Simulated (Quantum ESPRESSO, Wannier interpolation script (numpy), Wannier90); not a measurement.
# Intrinsic spin Hall conductivity of fcc Rh for rigid-band Fermi energy shifts up to 0.5 eV (PBE with spin-orbit coupling)

Rhodium has nine valence electrons per atom and a 4d shell that is mostly, but not completely, full. Alloying with palladium adds electrons and alloying with ruthenium removes them. The question is how far such doping changes the intrinsic spin Hall conductivity, the transverse spin current per unit electric field that arises from the band structure alone. This matters for devices in which a heavy-metal film switches a neighbouring magnet, since a larger conductivity gives more spin current at the same field. The rows all use one PBE Hamiltonian with spin-orbit coupling, in which only the Fermi energy moves. Shifts are measured from the Fermi energy of pure Rh, and positive shifts add electrons.

## Calculations

Rh (fcc). No moment is started, so time reversal holds. Cells are taken as tabulated and nothing is relaxed. Quantum ESPRESSO 7.5: PBE, spinors with spin-orbit coupling, fully relativistic PseudoDojo norm-conserving potentials, cutoffs of 1197 eV, Fermi-Dirac occupations of width 0.05 eV, self-consistency on meshes of coarsest spacing 0.24 1/Å; Wannier functions by Wannier90 4.0.3 from projections on atomic valence orbitals with subspace selection. The Kubo sum over the interpolated Hamiltonian runs on 144 points per direction (geometric mean) with Fermi-Dirac occupations at 300 K, by one script for all rows. The rows are a selection from curves computed every 0.05 eV. Left out of the table: level 0, level 1 (not used here).

Notes on method and selection:

- Only the intrinsic (Berry curvature) part is computed; side-jump and skew scattering in samples add terms of either sign.
- The sum mesh and the Wannier model were checked at the unshifted Fermi energy only (value steady within 10 % plus 20 units); sharp features elsewhere can be off by as much.
- The models are bound to the bands of the direct run, on the Wannier mesh, up to 4 eV above the Fermi energy (frozen window); no row lies beyond.
- Moving the Fermi energy in a fixed Hamiltonian mimics alloying or gating only while the bands, and in magnets the exchange splitting, stay put.
- Over the range of its rows the full curve of Rh has its lowest value, 232, at -0.50 eV and its highest, 1477, at +0.25 eV.
- The material is tabled because a quadratic in the shift describes its curve (R² over 0.93) over ±0.5 eV or, failing that, ±0.25 eV; where several models exist, Quantum ESPRESSO, PBE and the densest Wannier mesh are preferred.
- Runs that did not converge, have known faults or may not be shown are not listed, and runs on Ansatz's PAW sets soft_1 and soft_2 are kept to separate tables.

Columns:

- Fermi energy shift (eV): shift of the Fermi energy from its own value, at rigid bands (positive: electrons added).
- electrons per atom: valence electrons per atom (group numbers as tabulated) plus the electrons that the shift adds, from the integrated density of states of the model; it stays level across a band gap.
- DOS per atom (states/eV): density of states at the shifted Fermi energy per atom, both spins, from the interpolated bands; zero in a band gap.
- spin Hall conductivity ((ħ/e) S/cm): intrinsic spin Hall conductivity at the shifted Fermi energy: spin along z, spin current along x, electric field along y; z is the main symmetry axis (any cube axis in cubic crystals); spin current defined as {s_z, v_x}/2.

Input lines of one member:

```
&control
&system
  ibrav = 0, nat = 1, ntyp = 1
  ecutwfc = 88
  occupations = 'smearing', smearing = 'fd', degauss = 0.003675
  nbnd = 29
  noncolin = .true., lspinorb = .true.
&electrons
  conv_thr = 1e-09, mixing_beta = 0.4, mixing_mode = 'plain', electron_maxstep = 100
 12 12 12 0 0 0
```

Command (options for logging and memory left out): `OMP_NUM_THREADS=1 mpirun -n 4 pw.x -nk 4 -in scf.in > scf.out`

## Data

```
member             Fermi energy shift (eV)  electrons per atom  DOS per atom (states/eV)  spin Hall conductivity ((ħ/e) S/cm)
Rh, shift −0.5 eV  −0.5                     8.403               1.17                      232
Rh, shift −0.4 eV  −0.4                     8.520               1.17                      300
Rh, shift −0.3 eV  −0.3                     8.636               1.17                      409
Rh, shift −0.2 eV  −0.2                     8.755               1.19                      548
Rh, shift −0.1 eV  −0.1                     8.875               1.23                      733
Rh, shift +0 eV    0.0                      9.000               1.28                      ?
Rh, shift +0.1 eV  0.1                      9.131               1.35                      1257
Rh, shift +0.2 eV  0.2                      9.273               1.48                      1452
Rh, shift +0.3 eV  0.3                      9.431               1.72                      1459
Rh, shift +0.4 eV  0.4                      9.623               2.11                      1395
Rh, shift +0.5 eV  0.5                      9.840               2.18                      1369
```

Cells marked ? are withheld until the estimate has been made.

Least-squares fits to the members shown, with x = Fermi energy shift (eV); R² and errors in the fitted variable (y, or ln y where the fit is in ln y):

```
y                                    members  fit                           R²    rms residual  leave-one-out rms  the same for the mean of the others
spin Hall conductivity ((ħ/e) S/cm)  10       y = 1015 + 1413 x − 902.0 x²  0.94  122           201                545
```

## Interpretation

Among the rows shown, the conductivity rises from 232 (ħ/e) S/cm at −0.5 eV to 1459 at +0.3 eV, and is slightly lower at +0.4 and +0.5 eV. Electron removal therefore weakens the effect strongly, while electron addition strengthens it only up to a plateau. The drop from 1459 to 1369 is within the stated numerical uncertainty of 10 % plus 20 units, so the plateau is better established than the decline.

The conductivity is a sum of spin Berry curvature over occupied states. Its slope with Fermi energy is therefore the density of states times the mean contribution of the states being filled. Between −0.5 and −0.4 eV the slope is (300 − 232) / 0.1 = 680 (ħ/e) S/cm per eV; between −0.1 and +0.1 eV it is (1257 − 733) / 0.2 = 2620. The density of states hardly differs between these two intervals, so the steeper rise comes from a larger contribution per added electron. Near +0.5 eV the density of states is at its highest, yet the conductivity is almost flat: the states filled there contribute little on balance.

Theory places large contributions where spin-orbit coupling separates d bands that would otherwise lie close together, with occupied and empty partners on either side of the Fermi energy. Once both partners are filled, their contributions largely cancel. Which bands are responsible in Rh is not shown in the table.

In electron count, +0.1 eV corresponds to 9.131 − 9.000 = 0.131 electrons per atom, or roughly 13 % palladium if each Pd atom brings one extra electron and the bands stay put. A shift of +0.5 eV needs 9.840 − 9.000 = 0.840 electrons per atom, far beyond what a gate can supply to the interior of a metal film, where the field is screened within about an atomic layer. Scattering by the alloying atoms would add extrinsic terms of either sign.

## Predicting the missing value

Plain estimates from the members shown:

- Rh, shift +0 eV, fit at x = 0.0: 1015 (ħ/e) S/cm
- Rh, shift +0 eV, straight-line interpolation between Rh, shift −0.1 eV and Rh, shift +0.1 eV: w = (0.0 − (−0.1)) / (0.1 − (−0.1)) = 0.500, so 733 + 0.500 × (1257 − 733) = 995 (ħ/e) S/cm

The unshifted row lies on the steep part of the curve, between close neighbours on both sides. Local interpolation is preferable to the quadratic fit, which gives 1015 − 1413 × 0.1 − 902.0 × 0.01 = 865 at −0.1 eV, where the table has 733, and 1015 + 1413 × 0.1 − 902.0 × 0.01 = 1147 at +0.1 eV, where it has 1257.

The route chosen is a cubic through the two nearest rows on each side, which allows for the change of curvature that a straight line ignores. At the midpoint it gives (4 × (733 + 1257) − (548 + 1452)) / 6 = 993 (ħ/e) S/cm, close to the straight-line value of 995. The density of states passes smoothly through zero shift and gives no reason for a further correction.

The same formula can be tried on two shown rows. At −0.3 eV it gives (4 × (300 + 548) − (232 + 733)) / 6 = 404.5 against 409, and at +0.3 eV it gives (4 × (1452 + 1395) − (1257 + 1369)) / 6 = 1460 against 1459. Both lie on gentler parts of the curve. A harder trial uses twice the spacing. At −0.1 eV it gives (4 × (409 + 1257) − (232 + 1459)) / 6 = 829 against 733, and at +0.1 eV it gives (4 × (733 + 1459) − (409 + 1369)) / 6 = 1165 against 1257, misses of +96 and −92. For a smooth curve this error falls with the fourth power of the spacing, so about 95 / 16 = 6 is expected here. With so few trials, the standard deviation is rounded up to 10. It covers the interpolation within this calculation, not the distance to a measured spin Hall conductivity.

**Committed estimate, Rh, shift +0 eV: spin Hall conductivity = 993 ± 10 (ħ/e) S/cm.**

## Check

```
member           Fermi energy shift (eV)  electrons per atom  DOS per atom (states/eV)  spin Hall conductivity ((ħ/e) S/cm)
Rh, shift +0 eV  0.0                      9.000               1.28                      978
```

```
member           estimate       spin Hall conductivity ((ħ/e) S/cm)  computed  estimate − computed  miss in error bars
Rh, shift +0 eV  committed      993                                  978       +15                  1.5
Rh, shift +0 eV  fit            1015                                 978       +37
Rh, shift +0 eV  interpolation  995                                  978       +17
```

The computed value is 978 (ħ/e) S/cm. The estimate of 993 is 15 too high and falls outside its error bar of 10. It is much closer than the quadratic fit, which misses by 37, but hardly better than the straight line between the neighbours, which misses by 17.

The preference for local interpolation held. The error bar did not: it assumed that halving the spacing cuts the interpolation error sixteenfold, from about 95 to 6, whereas the actual miss is only about six times smaller than 95. The miss of 15 compares an interpolation with a point of the same computed curve, so the tolerance of 10 % plus 20 units does not excuse it. The cubic follows the bend of the curve here less closely than was assumed.

The new row places the steepest step of the table just above the Fermi energy of pure Rh, with a slope of (1257 − 978) / 0.1 = 2790 (ħ/e) S/cm per eV. The density of states there is only slightly higher than at −0.5 eV, where the slope is only about 680. This supports the view that the contribution per added electron, more than the number of states, sets the rise. It does not identify the bands involved.

The interpretation goes too far in calling the electron-rich rows a plateau and in ranking that plateau above the decline. After +0.3 eV the conductivity falls at both remaining steps, from 1459 to 1395 to 1369 (ħ/e) S/cm. The mean slope is (1369 − 1459) / 0.2 = −450 (ħ/e) S/cm per eV, so in these rows the states being filled take away from the total on balance. The 10 % plus 20 units used there to discount the drop is the tolerance of a check at zero shift, not a measured error of the difference between two rows. The table shows a broad maximum with a shallow fall behind it, and does not show that the curve levels off.

## Members off the line

Least-squares fits to the whole series, with x = Fermi energy shift (eV); R² and errors in the fitted variable (y, or ln y where the fit is in ln y):

```
y                                    members  fit                           R²    rms residual  leave-one-out rms  the same for the mean of the others
spin Hall conductivity ((ħ/e) S/cm)  11       y = 1007 + 1413 x − 859.3 x²  0.94  116           186                515
```

Largest departures from the fit to the whole series:

```
member             spin Hall conductivity ((ħ/e) S/cm)  fit   computed − fit  in rms residuals
Rh, shift +0.2 eV  1452                                 1255  +197            1.7
Rh, shift −0.5 eV  232                                  86    +146            1.3
Rh, shift −0.2 eV  548                                  690   −142            1.2
Rh, shift +0.5 eV  1369                                 1499  −130            1.1
```

The largest departures from the quadratic are +197 (ħ/e) S/cm at +0.2 eV, +146 at −0.5 eV, −142 at −0.2 eV and −130 at +0.5 eV. None reaches two rms residuals, but their signs follow a pattern. The computed values lie below the fit from −0.4 to 0 eV, above it from +0.1 to +0.3 eV, and below it again at the last two rows.

The likeliest reason is the shape of the fitted function. The rows rise slowly at first, then steeply, and then pass a broad maximum, while a parabola has the same curvature everywhere. Of the total change of 1369 − 232 = 1137 between the end rows, 1452 − 548 = 904 falls between −0.2 and +0.2 eV. The parabola spreads this rise too evenly, so it is too high at −0.2 eV and too low at +0.2 eV. At +0.5 eV it is still rising, although the rows have been falling since +0.3 eV.

The share of numerical error in these departures is not known row by row. The tolerance of 10 % plus 20 units was checked only at zero shift; carried over to the electron-rich side it would amount to roughly 160, so it cannot exclude such a share there, but it is no evidence for one. At −0.5 and −0.2 eV the same rule allows only 0.10 × 232 + 20 = 43 and 0.10 × 548 + 20 = 75, well below the departures there.

## Rules of thumb and their limits

Within ±0.5 eV, removing electrons from Rh lowers the intrinsic spin Hall conductivity, and adding them raises it up to a broad maximum near +0.25 eV, behind which it falls slowly as far as the rows go. The curve was also computed beyond +0.5 eV, but that part is left out here, so the high values of the last rows must not be carried on to larger shifts. At the one point tested on the steep part, interpolation from neighbours 0.1 eV to either side was good to about 20 (ħ/e) S/cm; the quadratic has a leave-one-out error of 186. Rh was selected because a quadratic describes its curve, so the good fit says nothing about other metals.

For small electron additions the gain is (1257 − 978) / 0.131, or about 2100 (ħ/e) S/cm per electron per atom. At unchanged bands, 0.05 extra electrons per atom would add about 110 (ħ/e) S/cm, or about 11 %. Light alloying with palladium resembles this only as far as the bands stay put and extrinsic terms are left aside.

Skew scattering, which grows with the longitudinal conductivity, could exceed the whole spread of the table in pure, cold samples. The spin Hall angle is taken here as 2e/ħ times the spin Hall conductivity, divided by the longitudinal conductivity. For an assumed longitudinal conductivity of roughly 10⁶ S/cm and an assumed skew-scattering angle of 1 %, the extra term is about 0.01 × 10⁶ / 2 = 5000 (ħ/e) S/cm, of either sign.

[Logs are printed without paths, hosts, clocks, repeated set-up lines and the standing remarks that a program may print on its own settings, such as how far it seeks lower states.]
